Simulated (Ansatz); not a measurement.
## NbRu3C: energy above lowest point and pressure against volume scale

All results are calculated (Ansatz 0.2.0). Free energy against uniform scaling of the volume at fixed shape and fractions; periodic cell, basis, potentials, k mesh and filling as listed.

The cell before it is scaled or strained (space group Pm-3m, No. 221):
```
CELL_PARAMETERS angstrom
4.06510 0.00000 0.00000
0.00000 4.06510 0.00000
0.00000 0.00000 4.06510
ATOMIC_POSITIONS crystal
Nb 0.00000 0.00000 0.00000
Ru 0.00000 0.50000 0.50000
Ru 0.50000 0.00000 0.50000
Ru 0.50000 0.50000 0.00000
C 0.50000 0.50000 0.50000
```

Settings of every row: functional PBE; dispersion none; potentials PAW; wave cutoff 550 eV; density cutoff 2200 eV; k mesh 6x6x6; k shift 0x0x0; occupations methfessel paxton; smearing width 0.05 eV; spin none; SCF threshold exponent -9.

Limits: coarse k mesh, up to 40 meV an atom off; stress loosely converged; the cell comes from a prototype or a list of computed structures and needn't be the stable phase.

| row | volume scale | V (Å³/atom) | energy above lowest point (meV/atom) | pressure (GPa) |
| --- | --- | --- | --- | --- |
| 1 | 0.9 | 12.092 | 108.8 | 32.57 |
| 2 | 0.925 | 12.428 | 52.3 | 21.65 |
| 3 | 0.95 | 12.763 | 17.1 | 12.15 |
| 4 | 0.975 | 13.099 | 0.5 | 3.89 |
| 5 | 1 | 13.435 | 0 | -3.28 |
| 6 | 1.025 | 13.771 | ? | ? |
| 7 | 1.05 | 14.107 | 39.3 | -14.93 |
| 8 | 1.075 | 14.443 | 75.7 | -19.62 |
| 9 | 1.1 | 14.779 | 121.2 | -23.68 |

Question: what energy above lowest point and pressure should row 6 give?

Worked fit of energy above lowest point. Take u = (V_r/V)^(2/3) − 1 with V_r = 13.267 Å³ an atom, which is twice the finite (Eulerian) strain; such expansions in the strain, on which the Birch-Murnaghan equation of state is built, carry the rest volume and the bulk modulus. The shown rows have u = 0.06377, 0.04451, 0.02616, 0.00853, -0.00835, -0.0401, -0.05505, -0.06942. Least squares give energy above lowest point = −1.62 + 23.8 × u + 26331 × u² + 7165 × u³ meV/atom; a parabola predicts inner rows, each left out in turn, worse (root mean square 0.5 against 0.058 meV/atom). The rows lie off it by 0.0, 0.1, -0.1, 0.0, 0.0, 0.0, 0.0, 0.0. Its lowest point lies at u = -0.0005, or V = 13.28 Å³ an atom, and the curvature there gives the bulk modulus at fixed shape and fractions, B = (4/9)(1 + u)² E″(u)/V = 282 GPa. The withheld row has u = -0.02455, so the fit gives −1.62 + 23.8 × (-0.02455) + 26331 × (-0.02455)² + 7165 × (-0.02455)³ = 13.6 meV/atom.

The calculation gave 13.6 meV/atom. The fit meets it to the printed digit.

Worked fit of pressure. Take u = (V_r/V)^(2/3) − 1 with V_r = 13.267 Å³ an atom, which is twice the finite (Eulerian) strain; such expansions in the strain, on which the Birch-Murnaghan equation of state is built, carry the rest volume and the bulk modulus. The shown rows have u = 0.06377, 0.04451, 0.02616, 0.00853, -0.00835, -0.0401, -0.05505, -0.06942. Least squares give pressure = 0.179 + 424.89 × u + 1239.7 × u² + 1002 × u³ GPa; a parabola predicts inner rows, each left out in turn, worse (root mean square 0.071 against 0.012 GPa). The rows lie off it by -0.01, 0.01, -0.01, 0.00, 0.00, 0.00, 0.00, 0.00. The pressure vanishes at u = -0.0004, or V = 13.28 Å³ an atom, and there the bulk modulus at fixed shape and fractions is B = −V dP/dV = (2/3)(1 + u) dP/du = 282 GPa. The withheld row has u = -0.02455, so the fit gives 0.179 + 424.89 × (-0.02455) + 1239.7 × (-0.02455)² + 1002 × (-0.02455)³ = -9.52 GPa.

The calculation gave -9.52 GPa. The fit meets it to the printed digit.
